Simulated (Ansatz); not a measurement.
## Li2Pd: pressure against volume scale

All results are calculated (Ansatz 0.2.0). Periodic Kohn-Sham DFT of a crystal at fixed atoms, scaled to volume_scale times the given cell; pressure positive in compression, energy less spherical unpolarised free atoms, largest_vzz the field gradient of largest size among the nuclei.

The cell before it is scaled or strained (space group P6/mmm, No. 191):
```
Li2Pd
1.0
      4.2267     0.0000     0.0000
     -2.1134     3.6604     0.0000
      0.0000     0.0000     2.7319
Li Pd
2 1
Direct
  0.33333 0.66667 0.50000
  0.66667 0.33333 0.50000
  0.00000 0.00000 0.00000
```

Settings of every row: method frozen-core PAW; functional LDA; relativity scalar; k mesh 11x11x15; filling fermi-dirac; smearing width 0.08 eV; wave cutoff 420 eV; paw set soft_2.

Atom start moment: 0 on all atoms.

Limits: PAW files made with PBE; field gradient without spin-orbit coupling on heavy atoms; no gap: field gradients move with the k mesh.

| row | volume scale | V (Å³/atom) | pressure (GPa) | largest V_zz (1e21 V/m^2) |
| --- | --- | --- | --- | --- |
| 1 | 0.94 | 13.243 | -1.866 | -8.809 |
| 2 | 0.98 | 13.807 | ? | ? |
| 3 | 1 | 14.089 | -4.945 | -7.644 |
| 4 | 1.01 | 14.23 | -5.359 | -7.468 |
| 5 | 1.04 | 14.652 | -6.461 | -6.953 |

Question: what pressure should row 2 give?

Worked fit of pressure. Take u = (V_r/V)^(2/3) − 1 with V_r = 14.16 Å³ an atom, which is twice the finite (Eulerian) strain; such expansions in the strain, on which the Birch-Murnaghan equation of state is built, carry the rest volume and the bulk modulus. The shown rows have u = 0.04565, 0.00336, -0.00328, -0.02251. Least squares give pressure = −5.1569 + 62.604 × u + 207.75 × u² GPa; a straight line predicts inner rows, each left out in turn, worse (root mean square 0.14 against 0.0019 GPa). The rows lie off it by 0.000, -0.001, 0.001, 0.000. The withheld row has u = 0.01697, so the fit gives −5.1569 + 62.604 × (0.01697) + 207.75 × (0.01697)² = -4.035 GPa.

The calculation gave -4.038 GPa. The fit lies 0.003 GPa (0.065 % of the column's range) above it; its largest miss of a shown row is 0.001 GPa.

The other values of row 2: largest V_zz -8.015 1e21 V/m^2.
